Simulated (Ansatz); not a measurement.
**A van 't Hoff estimate for C3H10Si ⇌ C2H6Si + CH4**

Species: C3H10Si `CC(C)[SiH3]`, singlet; C2H6Si `C=C[SiH3]`, singlet; CH4 (methane) `C`, singlet. This is a balance of energies; it says nothing on the path, which may need atoms to shift.

The electronic reaction energy at CCSD(T)/CBS estimate is +86.3 kJ/mol. Shapes: PBE0-D4/def2-TZVP. Programs: Ansatz 0.2.0. Enthalpy and entropy come from rigid-rotor, harmonic-oscillator sums on unscaled PBE0-D4/def2-TZVP wavenumbers, ideal gases at 1 bar. Symmetry numbers: C3H10Si 1, C2H6Si 1, CH4 12. R = 8.3145 J/(mol K).

| T (K) | ΔH (kJ/mol) | ΔS (J/(mol K)) |
| --- | --- | --- |
| 800 | +71.5 | +141.5 |
| 1100 | +67.5 | +137.3 |
| 1400 | ? | ? |

Task: Work out ln K at 800 and 1100 K, and from these estimate it at 1400 K.

Result: 
1. 800 K: ΔG = +71.5 − 800 × (+141.5)/1000 = -41.7 kJ/mol; ln K = −ΔG/RT = +6.27.
2. 1100 K: ΔG = +67.5 − 1100 × (+137.3)/1000 = -83.5 kJ/mol; ln K = −ΔG/RT = +9.13.
3. Slope against 1000/T: (+9.13 − (+6.27))/(0.9091 − 1.2500) = -8.39, that is −ΔH/R with ΔH near +70 kJ/mol.
4. 1400 K: ln K = +6.27 + (-8.39) × (0.7143 − 1.2500) = +10.76.

The full sums give ΔH = +62.9 kJ/mol, ΔS = +133.6 J/(mol K), ΔG = -124.1 kJ/mol and ln K = +10.66 at 1400 K, so the line is off by +0.10 in ln K; without rounding the miss is +0.10, from the change of ΔH with temperature. The products are favoured over this whole range. The number of molecules rises, which sets the sign of ΔS, and lower pressure favours the products. An error of 10 kJ/mol in the energy moves ln K by 0.9 at 1400 K. Soft modes are treated as harmonic, which can err either way at these temperatures; the lowest are those of C3H10Si (139 cm⁻¹), C2H6Si (143 cm⁻¹). The CBS estimate extrapolates MP2 from def2-TZVPP and def2-QZVPP and adds CCSD(T) − MP2 in the triple-zeta set, cores frozen.

The cleavage is uphill in energy and is driven by entropy. In bonding terms, the C–H bond broken in a methyl group is repaid by the one formed in methane, so the net exchange is a C–C σ bond for the weaker π bond of vinylsilane. This accounts for most of the endothermicity. Against it stands the translational and rotational freedom gained when one molecule becomes two, and the weight of this term grows with temperature.

The same change explains why the straight line runs slightly high. Vibrations of the parent become translations and rotations of the fragments, and these hold less heat per mode than nearly classical vibrations. The heat capacity of reaction is therefore negative, ΔH falls from +71.5 to +62.9 kJ/mol, and ln K climbs less steeply than a constant enthalpy would imply.

A favourable constant for this one balance does not make vinylsilane and methane the main products of pyrolysis, since loss of H2 or silylene, or elimination of silane to give propene, could compete.
